**3s and 3d levels along the ions of lutetium**

The table holds eigenvalues and mean radii of the 3d and 3s orbitals for 19 ions from Lu to Lu51+, from non-relativistic, configuration-averaged Hartree-Fock at the basis limit. The program compares the fall of each level with the fall of the electrons' potential at the nucleus, estimates the fall of 3d from the Slater integrals of Lu42+ and the change of the 3s–3d gap from frozen-orbital repulsion integrals over hydrogenic orbitals sized by the mean radii, and fits the ten rows Lu to Lu25+ to counts of 4f, 5p and 5s electrons. The gap stays within 0.83 eV up to Lu25+, then narrows by 1.2 eV per 4d and about 15 eV per 3d electron; the hydrogenic estimate for 3d is 5 to 8 % above the table. The model gives only the order for the n = 4 shells and misses the sign of most 4f steps, and the count fit leaves Lu5+ as its worst row. A parabola in the charge and a single screened charge per orbital both fail to describe the gap.

Neutral lutetium and its ions, computed with B-spline radial code 1 for a spherical atom: non-relativistic Hartree-Fock at the basis-set limit, with a point nucleus and an average over each configuration. ε is the eigenvalue and <r> the mean radius of the occupied 3d or 3s orbital.

## The fit in Python

```python
# Table: 3d and 3s eigenvalues (eV) and mean radii (bohr) of Lu ions; B-spline radial code, non-relativistic
# Hartree-Fock, configuration average. Tested: flat potential of outer charge, frozen-orbital repulsion
# J(3d,b)-J(3s,b), shell-count fit on the plateau; rivals: charge only, one screened charge per orbital.
T = {
    'ion': ['Lu', 'Lu2+', 'Lu5+', 'Lu8+', 'Lu11+', 'Lu14+', 'Lu17+', 'Lu19+', 'Lu22+', 'Lu25+', 'Lu28+', 'Lu31+', 'Lu34+', 'Lu36+', 'Lu39+', 'Lu42+', 'Lu45+', 'Lu48+', 'Lu51+'],
    'Z': [71, 71, 71, 71, 71, 71, 71, 71, 71, 71, 71, 71, 71, 71, 71, 71, 71, 71, 71],
    'charge': [0, 2, 5, 8, 11, 14, 17, 19, 22, 25, 28, 31, 34, 36, 39, 42, 45, 48, 51],  # e
    'N': [71, 69, 66, 63, 60, 57, 54, 52, 49, 46, 43, 40, 37, 35, 32, 29, 26, 23, 20],
    'configuration': ['[Xe] 4f14 5d1 6s2', '[Xe] 4f14 6s1', '[Xe] 4f12', '[Kr] 4d10 4f13 5s2 5p2', '[Kr] 4d10 4f12 5s2', '[Kr] 4d10 4f10 5s1', '[Kr] 4d10 4f8', '[Kr] 4d10 4f6', '[Kr] 4d10 4f3', '[Kr] 4d10', '[Kr] 4d7', '[Kr] 4d4', '[Kr] 4d1', '[Ar] 3d10 4s2 4p5', '[Ar] 3d10 4s2 4p2', '[Ar] 3d10 4s1', '[Ar] 3d8', '[Ar] 3d5', '[Ar] 3d2'],
    'e_3d': [-1666.33, -1683.54, -1745.2, -1794.14, -1871.06, -1971.16, -2082.49, -2173.89, -2322.95, -2485.68, -2656.73, -2836.13, -3023.74, -3151.79, -3346.99, -3547.46, -3857.3, -4231.97, -4620.07],  # eV
    'e_3s': [-2238.65, -2255.85, -2318.01, -2366.31, -2443.19, -2543.29, -2654.46, -2746.11, -2895.34, -3057.93, -3225.97, -3401.78, -3585.19, -3709.89, -3899.31, -4091.94, -4370.88, -4701.85, -5042.64],  # eV
    'gap': [-572.319, -572.314, -572.801, -572.175, -572.127, -572.127, -571.975, -572.216, -572.393, -572.251, -569.237, -565.647, -561.453, -558.099, -552.315, -544.475, -513.576, -469.882, -422.569],  # eV
    'r_3d': [0.1939, 0.1939, 0.1939, 0.19387, 0.19383, 0.19375, 0.19362, 0.19347, 0.19315, 0.19271, 0.1923, 0.19155, 0.19071, 0.19013, 0.18927, 0.18838, 0.18507, 0.18074, 0.17663],  # bohr
    'r_3s': [0.2298, 0.2298, 0.22981, 0.22978, 0.22974, 0.22971, 0.22963, 0.22951, 0.22924, 0.22886, 0.22822, 0.22749, 0.22669, 0.22615, 0.22536, 0.22484, 0.22229, 0.21881, 0.2154],  # bohr
    'r_ratio': [1.1852, 1.1852, 1.1852, 1.1852, 1.1853, 1.1856, 1.186, 1.1863, 1.1869, 1.1876, 1.1868, 1.1877, 1.1887, 1.1895, 1.1907, 1.1935, 1.2011, 1.2106, 1.2195],
}
import numpy as np
from scipy.constants import physical_constants as pc
from scipy.special import eval_genlaguerre as lag
from scipy.integrate import cumulative_trapezoid as ct, trapezoid as tz
from sympy.physics.wigner import wigner_3j as w3
H = pc['Hartree energy in eV'][0]; Z = 71; ion = T['ion']; ix = {s: i for i, s in enumerate(ion)}
q, ed, es, g, rd, rs, rr = (np.array(T[k], float) for k in ('charge', 'e_3d', 'e_3s', 'gap', 'r_3d', 'r_3s', 'r_ratio'))
# further outputs of the same runs (less vetted): electron-nucleus energy, hartree, row by row
Een = -np.array([33001.61, 32956.73, 32805.34, 32663.51, 32460.64, 32202.98, 31915.53, 31686.86, 31313.56, 30905.0,
                 30424.97, 29917.34, 29382.28, 29001.85, 28397.62, 27764.96, 26758.21, 25531.65, 24251.23])
V0 = -Een/Z*H
core = {'[Ar]': '3s2 3p6', '[Kr]': '3s2 3p6 3d10 4s2 4p6', '[Xe]': '3s2 3p6 3d10 4s2 4p6 4d10 5s2 5p6'}
occ = [{t[:2]: int(t[2:]) for t in core[c.split()[0]].split() + c.split()[1:]} for c in T['configuration']]
n = lambda s: np.array([o.get(s, 0) for o in occ], float)
sh = ['6s', '5d', '5p', '5s', '4f', '4d', '4p', '4s', '3d']
print('rounding: levels 0.005 eV, gap 0.0005 eV, r 0.5e-5 bohr, ratio 0.5e-4; V0 = electron potential at nucleus')
print('step, shells | fall/e (eV): 3d 3s V0 | dgap, dgap/e (eV) | per e: dr3d dr3s (1e-5 bohr), dratio (1e-4)')
for i in range(len(q) - 1):
    k = q[i+1] - q[i]; D = lambda x: (x[i+1] - x[i])/k
    s = ' '.join(f'{int(n(b)[i+1]-n(b)[i]):+d}x{b}' for b in sh if n(b)[i+1] != n(b)[i])
    print(f'{ion[i]}>{ion[i+1]} {s} | {-D(ed):.2f} {-D(es):.2f} {-D(V0):.2f} | {D(g)*k:+.3f} {D(g):+.3f} | {D(rd)*1e5:+.1f} {D(rs)*1e5:+.1f} {D(rr)*1e4:+.1f}')
for a, b in (('Lu', 'Lu25+'), ('Lu25+', 'Lu34+'), ('Lu45+', 'Lu51+')):
    i, j = ix[a], ix[b]; v = V0[i] - V0[j]
    print(f'{a}>{b}: fall 3d {ed[i]-ed[j]:.1f} 3s {es[i]-es[j]:.1f} V0 {v:.1f} eV; /V0 {(ed[i]-ed[j])/v:.3f} {(es[i]-es[j])/v:.3f}; dgap {g[j]-g[i]:+.3f}, per e {(g[j]-g[i])/(q[j]-q[i]):+.3f}')
m = ix['Lu25+'] + 1
print(f'plateau Lu..Lu25+: gap {g[:m].min():.3f} to {g[:m].max():.3f}, spread {np.ptp(g[:m]):.3f}, std {g[:m].std():.3f} eV; Lu>Lu51+ dgap {g[-1]-g[0]:+.1f} eV ({100*(1-g[-1]/g[0]):.1f} %)')
A = np.array([np.ones(m)] + [(n(b)[0] - n(b))[:m] for b in ('4f', '5p', '5s')]).T
c = np.linalg.lstsq(A, g[:m], rcond=None)[0]; res = g[:m] - A @ c
print(f'plateau count fit: g0 {c[0]:.3f}; per removed 4f {c[1]:+.3f} 5p {c[2]:+.3f} 5s {c[3]:+.3f} eV; rms {res.std():.3f}')
print(' residuals (eV): ' + ' '.join(f'{ion[i]} {res[i]:+.2f}' for i in range(m)))
dg = lambda a, b: g[ix[b]] - g[ix[a]]
s1, s2 = dg('Lu45+', 'Lu48+')/3, dg('Lu48+', 'Lu51+')/3; a0, a1 = ix['Lu42+'], ix['Lu45+']
print(f"4s by subtraction (eV): 39>42 {dg('Lu39+','Lu42+')-2*dg('Lu36+','Lu39+')/3:.2f}; 42>45 {g[a1]-g[a0]-2*s1:.2f} (fixed 3d slope), {g[a1]-g[a0]-2*(s1-2.5*(s2-s1)/3):.2f} (drifting)")
rq = g - np.polyval(np.polyfit(q, g, 2), q); w = abs(rq).argmax()
print(f'rival, gap quadratic in charge: rms {rq.std():.1f} eV, worst {ion[w]} {rq[w]:+.1f} eV')
F0, F2, F4, Fds, G2 = 130.7236, 67.18777, 43.36127, 69.63648, 6.212028  # further outputs, Lu42+, eV
Jdd, Jds = F0 - 2/63*(F2 + F4), Fds - G2/10; ob = ed[a0] - ed[a1]
print(f'outputs Lu42+: F0(dd) {F0:.1f} J(dd) {Jdd:.1f} F0(d4s) {Fds:.1f} J(d4s) {Jds:.1f}; frozen 3d fall 42>45 {2*Jdd+Jds:.1f} vs table {ob:.1f} eV ({100*((2*Jdd+Jds)/ob-1):+.1f} %)')
r = np.geomspace(1e-5, 10, 20000); nrm = lambda p: p/np.sqrt(tz(p*p, r))
def P(N, l, rm):
    x = (3*N*N - l*(l+1))/rm*r/N   # 2 Zeff r / N with Zeff fixed by <r>
    return nrm(x**(l+1)*np.exp(-x/2)*lag(N-l-1, 2*l+1, x))
def R(k, u, v):
    o = ct(v/r**(k+1), r, initial=0)
    return H*tz(u*(ct(v*r**k, r, initial=0)/r**(k+1) + r**k*(o[-1] - o)), r)
K = lambda a, la, b, lb: sum(float(w3(la, k, lb, 0, 0, 0)**2)*R(k, a*b, a*b) for k in range(abs(la-lb), la+lb+1, 2))/2
for s in ('Lu42+', 'Lu45+', 'Lu48+', 'Lu51+'):
    d, t = P(3, 2, rd[ix[s]]), P(3, 0, rs[ix[s]]); f0 = R(0, d*d, d*d)
    jd = f0 - 2/63*(R(2, d*d, d*d) + R(4, d*d, d*d)); js = R(0, t*t, d*d) - K(t, 0, d, 2)
    print(f'hydrogenic {s}, b=3d: F0(dd) {f0:.1f} J(3d,b) {jd:.1f} J(3s,b) {js:.1f} dgap/e {jd-js:+.2f} eV')
# further outputs: row, n, l, <r> (bohr), <1/r> (1/bohr) of orbital b (4p taken at Lu25+, not where it is removed)
for s, N, l, rm, ri in (('Lu42+', 4, 0, 0.4414177, 3.244777), ('Lu25+', 4, 1, 0.484602, 2.847584), ('Lu25+', 4, 2, 0.4846444, 2.705058), ('Lu8+', 4, 3, 0.6269358, 1.983439)):
    d, t, b = P(3, 2, rd[ix[s]]), P(3, 0, rs[ix[s]]), P(N, l, rm)
    if l in (0, 2): a = t if l == 0 else d; b = nrm(b - a*tz(a*b, r))
    fd, fs, kd, ks = R(0, d*d, b*b), R(0, t*t, b*b), K(d, 2, b, l), K(t, 0, b, l)
    print(f'hydrogenic {s}, b=4{"spdf"[l]}: F0 3d {fd:.1f} 3s {fs:.1f}; direct {fd-fs:+.2f} exch {ks-kd:+.2f} dgap/e {fd-fs+ks-kd:+.2f} eV; <1/r> {tz(b*b/r, r):.2f} vs output {ri:.2f}')
Zd, Zs = 10.5/rd, 13.5/rs; gm = -(Zs**2 - Zd**2)/18*H
print(f'rival, gap=-(Zs^2-Zd^2)/18 from radii: Lu {gm[0]:.0f}, Lu51+ {gm[-1]:.0f} eV; table/model {(g/gm).min():.3f} to {(g/gm).max():.3f}')
for i in (0, a1, len(q) - 1): print(f'{ion[i]}: Zeff 3d {Zd[i]:.2f} 3s {Zs[i]:.2f}; screening {Z-Zd[i]:.2f} {Z-Zs[i]:.2f}; ratio {rr[i]:.4f}, 9/7 - ratio {9/7-rr[i]:.4f}')
print(f'Zeff gain per 3d removed: 3d {(Zd[-1]-Zd[a1])/6:.3f} 3s {(Zs[-1]-Zs[a1])/6:.3f}; total Lu>Lu25+: {Zd[m-1]-Zd[0]:.2f} {Zs[m-1]-Zs[0]:.2f}; 9/7 = {9/7:.4f}')
iv = {'Lu8+': 6.334928 - 6.16998, 'Lu25+': 6.360894 - 6.193054, 'Lu42+': 6.48435 - 6.310773}  # further outputs, <1/r> 3s - 3d
print('-Z d<1/r> vs gap (eV): ' + '; '.join(f'{s} {-Z*v*H:.0f} vs {g[ix[s]]:.0f} ({100*Z*v*H/-g[ix[s]]:.0f} %)' for s, v in iv.items()))
assert (g < 0).all() and (rr > 1).all() and (rr < 9/7).all()
assert np.ptp(g[:m]) < 1 and (np.diff(g[m-1:]) > 0).all()
assert dg('Lu45+', 'Lu51+')/6 > 10*dg('Lu25+', 'Lu34+')/9 > 0
```

Running it gives:

```
rounding: levels 0.005 eV, gap 0.0005 eV, r 0.5e-5 bohr, ratio 0.5e-4; V0 = electron potential at nucleus
step, shells | fall/e (eV): 3d 3s V0 | dgap, dgap/e (eV) | per e: dr3d dr3s (1e-5 bohr), dratio (1e-4)
Lu>Lu2+ -1x6s -1x5d | 8.61 8.60 8.60 | +0.005 +0.002 | +0.0 +0.0 +0.0
Lu2+>Lu5+ -1x6s -2x4f | 20.55 20.72 19.34 | -0.487 -0.162 | +0.0 +0.3 +0.0
Lu5+>Lu8+ -4x5p +1x4f | 16.31 16.10 18.12 | +0.626 +0.209 | -1.0 -1.0 +0.0
Lu8+>Lu11+ -2x5p -1x4f | 25.64 25.63 25.92 | +0.048 +0.016 | -1.3 -1.3 +0.3
Lu11+>Lu14+ -1x5s -2x4f | 33.37 33.37 32.92 | +0.000 +0.000 | -2.7 -1.0 +1.0
Lu14+>Lu17+ -1x5s -2x4f | 37.11 37.06 36.72 | +0.152 +0.051 | -4.3 -2.7 +1.3
Lu17+>Lu19+ -2x4f | 45.70 45.83 43.82 | -0.241 -0.120 | -7.5 -6.0 +1.5
Lu19+>Lu22+ -3x4f | 49.69 49.74 47.69 | -0.177 -0.059 | -10.7 -9.0 +2.0
Lu22+>Lu25+ -3x4f | 54.24 54.20 52.19 | +0.142 +0.047 | -14.7 -12.7 +2.3
Lu25+>Lu28+ -3x4d | 57.02 56.01 61.33 | +3.014 +1.005 | -13.7 -21.3 -2.7
Lu28+>Lu31+ -3x4d | 59.80 58.60 64.85 | +3.590 +1.197 | -25.0 -24.3 +3.0
Lu31+>Lu34+ -3x4d | 62.54 61.14 68.36 | +4.194 +1.398 | -28.0 -26.7 +3.3
Lu34+>Lu36+ -1x4d -1x4p | 64.03 62.35 72.90 | +3.354 +1.677 | -29.0 -27.0 +4.0
Lu36+>Lu39+ -3x4p | 65.07 63.14 77.19 | +5.784 +1.928 | -28.7 -26.3 +4.0
Lu39+>Lu42+ -2x4p -1x4s | 66.82 64.21 80.82 | +7.840 +2.613 | -29.7 -17.3 +9.3
Lu42+>Lu45+ -1x4s -2x3d | 103.28 92.98 128.62 | +30.899 +10.300 | -110.3 -85.0 +25.3
Lu45+>Lu48+ -3x3d | 124.89 110.32 156.70 | +43.694 +14.565 | -144.3 -116.0 +31.7
Lu48+>Lu51+ -3x3d | 129.37 113.60 163.58 | +47.313 +15.771 | -137.0 -113.7 +29.7
Lu>Lu25+: fall 3d 819.3 3s 819.3 V0 803.5 eV; /V0 1.020 1.020; dgap +0.068, per e +0.003
Lu25+>Lu34+: fall 3d 538.1 3s 527.3 V0 583.6 eV; /V0 0.922 0.903; dgap +10.798, per e +1.200
Lu45+>Lu51+: fall 3d 762.8 3s 671.8 V0 960.8 eV; /V0 0.794 0.699; dgap +91.007, per e +15.168
plateau Lu..Lu25+: gap -572.801 to -571.975, spread 0.826, std 0.210 eV; Lu>Lu51+ dgap +149.7 eV (26.2 %)
plateau count fit: g0 -572.442; per removed 4f -0.047 5p +0.069 5s +0.137 eV; rms 0.125
 residuals (eV): Lu +0.12 Lu2+ +0.13 Lu5+ -0.26 Lu8+ +0.04 Lu11+ -0.00 Lu14+ -0.05 Lu17+ +0.06 Lu19+ -0.08 Lu22+ -0.12 Lu25+ +0.16
4s by subtraction (eV): 39>42 3.98; 42>45 1.77 (fixed 3d slope), 3.78 (drifting)
rival, gap quadratic in charge: rms 14.9 eV, worst Lu51+ +36.6 eV
outputs Lu42+: F0(dd) 130.7 J(dd) 127.2 F0(d4s) 69.6 J(d4s) 69.0; frozen 3d fall 42>45 323.4 vs table 309.8 eV (+4.4 %)
hydrogenic Lu42+, b=3d: F0(dd) 130.5 J(3d,b) 126.9 J(3s,b) 112.3 dgap/e +14.60 eV
hydrogenic Lu45+, b=3d: F0(dd) 132.8 J(3d,b) 129.2 J(3s,b) 113.9 dgap/e +15.27 eV
hydrogenic Lu48+, b=3d: F0(dd) 136.0 J(3d,b) 132.3 J(3s,b) 116.1 dgap/e +16.17 eV
hydrogenic Lu51+, b=3d: F0(dd) 139.2 J(3d,b) 135.3 J(3s,b) 118.3 dgap/e +17.05 eV
hydrogenic Lu42+, b=4s: F0 3d 65.3 3s 64.0; direct +1.31 exch +1.52 dgap/e +2.83 eV; <1/r> 2.91 vs output 3.24
hydrogenic Lu25+, b=4p: F0 3d 65.2 3s 63.2; direct +1.99 exch +0.69 dgap/e +2.69 eV; <1/r> 2.97 vs output 2.85
hydrogenic Lu25+, b=4d: F0 3d 57.7 3s 56.9; direct +0.85 exch -0.13 dgap/e +0.72 eV; <1/r> 2.21 vs output 2.71
hydrogenic Lu8+, b=4f: F0 3d 48.6 3s 48.5; direct +0.17 exch +0.04 dgap/e +0.21 eV; <1/r> 1.79 vs output 1.98
rival, gap=-(Zs^2-Zd^2)/18 from radii: Lu -784, Lu51+ -596 eV; table/model 0.709 to 0.741
Lu: Zeff 3d 54.15 3s 58.75; screening 16.85 12.25; ratio 1.1852, 9/7 - ratio 0.1005
Lu45+: Zeff 3d 56.74 3s 60.73; screening 14.26 10.27; ratio 1.2011, 9/7 - ratio 0.0846
Lu51+: Zeff 3d 59.45 3s 62.67; screening 11.55 8.33; ratio 1.2195, 9/7 - ratio 0.0662
Zeff gain per 3d removed: 3d 0.452 3s 0.324; total Lu>Lu25+: 0.33 0.24; 9/7 = 1.2857
-Z d<1/r> vs gap (eV): Lu8+ -319 vs -572 (56 %); Lu25+ -324 vs -572 (57 %); Lu42+ -335 vs -544 (62 %)
```
